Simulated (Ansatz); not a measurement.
COF2 (carbonyl fluoride): the energy, rung by rung

COF2 has 4 atoms, charge 0, and is taken as a singlet. SMILES: `O=C(F)F`. Geometry: relaxed at PBE0-D4/def2-TZVP.

```xyz
4

O    -1.2427   -0.1574    0.1539
C    -0.0918   -0.0116    0.0114
F     0.8455   -0.8267    0.4247
F     0.4890    0.9957   -0.5900
```

Quantity: the energy change with the C2–F3 bond stretched from 1.309 to 1.636 Å, in eV. The values are calculated.

```
                      level                    kind  program  value (eV)  less FCI/STO-3G  CPU time (all runs)
  SVWN5/STO-3G (restricted)                     LDA   Ansatz        0.75            +0.21                1.2 s
    PBE/STO-3G (restricted)                     GGA   Ansatz        0.47            -0.07                1.8 s
 r2SCAN/STO-3G (restricted)                meta-GGA   Ansatz        0.62            +0.08                4.5 s
  B3LYP/STO-3G (restricted)           global hybrid   Ansatz        0.64            +0.10                1.9 s
  BHLYP/STO-3G (restricted)           global hybrid   Ansatz        1.01            +0.47                1.7 s
  wB97X/STO-3G (restricted)  range-separated hybrid   Ansatz        0.82            +0.28                  8 s
RPA@PBE/STO-3G (restricted)                     RPA   Ansatz        0.37            -0.17                2.8 s
    MP2/STO-3G (restricted)     perturbation theory   Ansatz        0.85            +0.31               0.22 s
CCSD(T)/STO-3G (restricted)   coupled cluster or CI   Ansatz        0.57            +0.03               0.46 s
                 FCI/STO-3G      exact in the basis   Ansatz        0.54             0.00                 10 s
```

FCI/STO-3G is exact within its basis and frozen core, so for wave-function methods in that basis the difference is their error; functionals converge differently with the basis, so for them it is only a difference. The first shape isn't each level's own minimum. The values span 0.37 to 1.01 eV. All rows use very small basis sets, so even the best lies far from the true value. CPU times are rough (shared hosts, several kinds of processor): they show what a rung costs within a factor of a few.

Stretching the C–F bond brings its σ and σ* orbitals closer in energy, so left-right correlation grows and softens the rise in energy. MP2 captures too little of this growth and gives 0.85 eV against 0.54 eV for FCI, while CCSD(T), at 0.57 eV, recovers nearly all of it. The bond is therefore still within reach of a single-reference treatment at this length.

Among the functionals, the cost rises from PBE through B3LYP to BHLYP. Semilocal exchange mimics part of the left-right correlation, and exact exchange removes that help. SVWN5 breaks the pattern, lying above B3LYP without any exact exchange, probably because of the local density approximation's overbinding.

Even the FCI value looks low for a strong, polar C–F bond with some π donation from fluorine. The minimal basis probably favours a longer bond, so that part of the stretch relieves compression. The good CCSD(T) result does not carry over to full dissociation, where a restricted reference becomes qualitatively wrong.
